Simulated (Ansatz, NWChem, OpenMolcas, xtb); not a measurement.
**Computed against measured: dipole moment**

7 molecules; the dipole moment in D, computed less measured. Shapes, held fixed at every level: PBE0-D4/def2-TZVP. No vibrational averaging. Dipoles are compared by magnitude; molecules under 1 D, whose direction can flip, are left out. Programs: Ansatz 0.2.0, NWChem 7.3.0, OpenMolcas 26.06, xtb 6.7.1. A level may come from different programs for different species; with the same settings they agree closely. Measured values: NIST CCCBDB.

Levels: A = GFN2-xTB; B = HF/def2-SVP; C = r2SCAN/aug-cc-pVDZ; D = B3LYP/6-31G* (spherical functions).

```csv
molecule,measured,A,B,C,D
C2H2O (ethenone),1.42,+0.47,+0.26,+0.03,-0.02
CH2F2 (difluoromethane),1.97,+0.53,+0.30,-0.13,-0.28
SiH3Cl (SMILES [SiH3]Cl),1.31,+0.36,+0.26,+0.04,+0.37
C2H2F2 (vinylidene fluoride),1.38,+0.75,+0.08,-0.25,-0.43
CH5N (methylamine),1.31,+0.15,+0.13,-0.03,+0.10
C2H5F (SMILES CCF),1.96,+0.45,+0.20,-0.08,-0.26
C2H5N (N-methylmethanimine),1.53,0.00,+0.21,-0.07,-0.13
```

Q: Which level does best on this set, which worst, and which err to one side?

A: 
```
                             level            kind  mean error  mean absolute error  worst case
                          GFN2-xTB  semi-empirical      +0.387                0.387      C2H2F2
                       HF/def2-SVP    Hartree–Fock      +0.206                0.206       CH2F2
                r2SCAN/aug-cc-pVDZ        meta-GGA      -0.070                0.090      C2H2F2
B3LYP/6-31G* (spherical functions)   global hybrid      -0.093                0.227      C2H2F2
```

On this set r2SCAN/aug-cc-pVDZ has the smallest mean absolute error and GFN2-xTB the largest. GFN2-xTB is too high in 6 of 7; HF/def2-SVP is too high in 7 of 7; r2SCAN/aug-cc-pVDZ is too low in 5 of 7; B3LYP/6-31G* (spherical functions) is too low in 5 of 7. The levels differ in basis as well as in method. The set is small.

The near-equal mean errors of r2SCAN and B3LYP conceal different behaviour: B3LYP's small mean comes largely from cancellation, with the three fluorides too low and chlorosilane too high by 0.37 D. The fluoride deficit probably reflects the lack of diffuse functions in 6-31G*, which leaves the electron-rich fluorine end too compact. r2SCAN also underestimates all three fluorides, though less, so the basis need not be the whole cause.

Hartree–Fock's uniform overestimate fits its familiar tendency to make polar bonds too ionic, since correlation usually shifts some charge back towards the electropositive atom. Its smallest error, for vinylidene fluoride, is where the other three levels do worst. There, π donation from fluorine into the double bond opposes the σ polarisation, so the net moment is sensitive to the balance between them, and the good Hartree–Fock value may be partly fortuitous. Likewise, GFN2-xTB's exact match for N-methylmethanimine doesn't establish a correct charge distribution, because errors in individual bond contributions can cancel in the total moment.
